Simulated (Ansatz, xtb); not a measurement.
**Relative energy of two isomers of C3H7B2F3**

We compare X, `BC(B)CC(F)(F)F`, a singlet, with Y, `BCBCC(F)(F)F`, a singlet. Both are isolated molecules in the gas phase, relaxed with B3LYP-D3(BJ)/def2-SVP; each stands in its lowest conformer found.

Quicker runs give these differences E(Y) − E(X): GFN2-xTB −0.5 kcal/mol; HF/STO-3G −12.6 kcal/mol (at GFN2-xTB geometries); r2SCAN-D4/def2-SVP −13.7 kcal/mol (at GFN2-xTB geometries).

Question: Estimate E(Y) − E(X) at the level CCSD(T)/def2-SVP + ΔMP2/def2-TZVPP.

Answer: Calculated at CCSD(T)/def2-SVP + ΔMP2/def2-TZVPP: E(Y) − E(X) = −12.3 kcal/mol, so structure Y lies lower.

Level by level:

```csv
level,geometry,E(Y) − E(X) (kcal/mol),departure from the last row (kcal/mol),"job, with rough time for the two"
GFN2-xTB,GFN2-xTB,−0.5,+11.8,"optimisation, 0.34 s"
HF/STO-3G,GFN2-xTB,−12.6,−0.3,"single point, 0.4 s"
r2SCAN-D4/def2-SVP,GFN2-xTB,−13.7,−1.4,"single point, 4.4 s"
B3LYP-D3(BJ)/def2-SVP,B3LYP-D3(BJ)/def2-SVP,−12.2,+0.1,"optimisation, 84 s"
HF/def2-SVP,B3LYP-D3(BJ)/def2-SVP,−13.2,−0.9,part of the CCSD(T) run
MP2/def2-SVP,B3LYP-D3(BJ)/def2-SVP,−11.9,+0.4,part of the CCSD(T) run
CCSD(T)/def2-SVP,B3LYP-D3(BJ)/def2-SVP,−11.5,+0.8,single point
CCSD(T)/def2-SVP + ΔMP2/def2-TZVPP,B3LYP-D3(BJ)/def2-SVP,−12.3,,"single point, 1.9 min"
```

As drawn, Y has 1 C–B, 1 C–H in place of 1 C–C, 1 B–H.

GFN2-xTB finds them nearly level. The largest departure from CCSD(T)/def2-SVP + ΔMP2/def2-TZVPP is that of GFN2-xTB, 11.8 kcal/mol. The last row adds to CCSD(T) the change of the MP2 difference between the two basis sets, here −0.8 kcal/mol.

With thermal terms from frequencies at re-optimised GFN2-xTB minima (ideal gas, soft modes damped towards free rotors, one conformer each, 298.15 K, 1 atm): the zero-point term adds +0.4 kcal/mol; ΔH is −11.6 and ΔG −12.6 kcal/mol.

The correlated steps freeze 8 core orbitals. Codes used: Ansatz 0.2.0, xtb 6.7.1; the last row on 4 threads of Arm Neoverse V1 on a shared host.

Y is clearly the more stable isomer, and thermal terms leave the order intact. Both isomers keep a B–C–B unit, so the energy mainly reflects moving the trifluoroethyl group from carbon to boron. This trades a C–C and a B–H bond for a C–B and a C–H bond. The strong C–H bond gained probably supplies much of the preference, helped by hyperconjugation from the second alkyl group into the empty p orbital of the inner boron. The electron-withdrawing CF3 group should weaken that donation, but evidently does not overturn the order.

Hartree–Fock already gives the full preference, and correlation trims it only slightly, so the effect lies in the bonding pattern rather than in dispersion or subtle correlation. The near-degeneracy in GFN2-xTB is not mainly a geometry fault, since HF and r2SCAN recover the gap on the same structures; its balance of boron and carbon bond energies is the likelier cause. The order need not carry over to condensed phases, where such boranes can dimerise through hydrogen bridges.
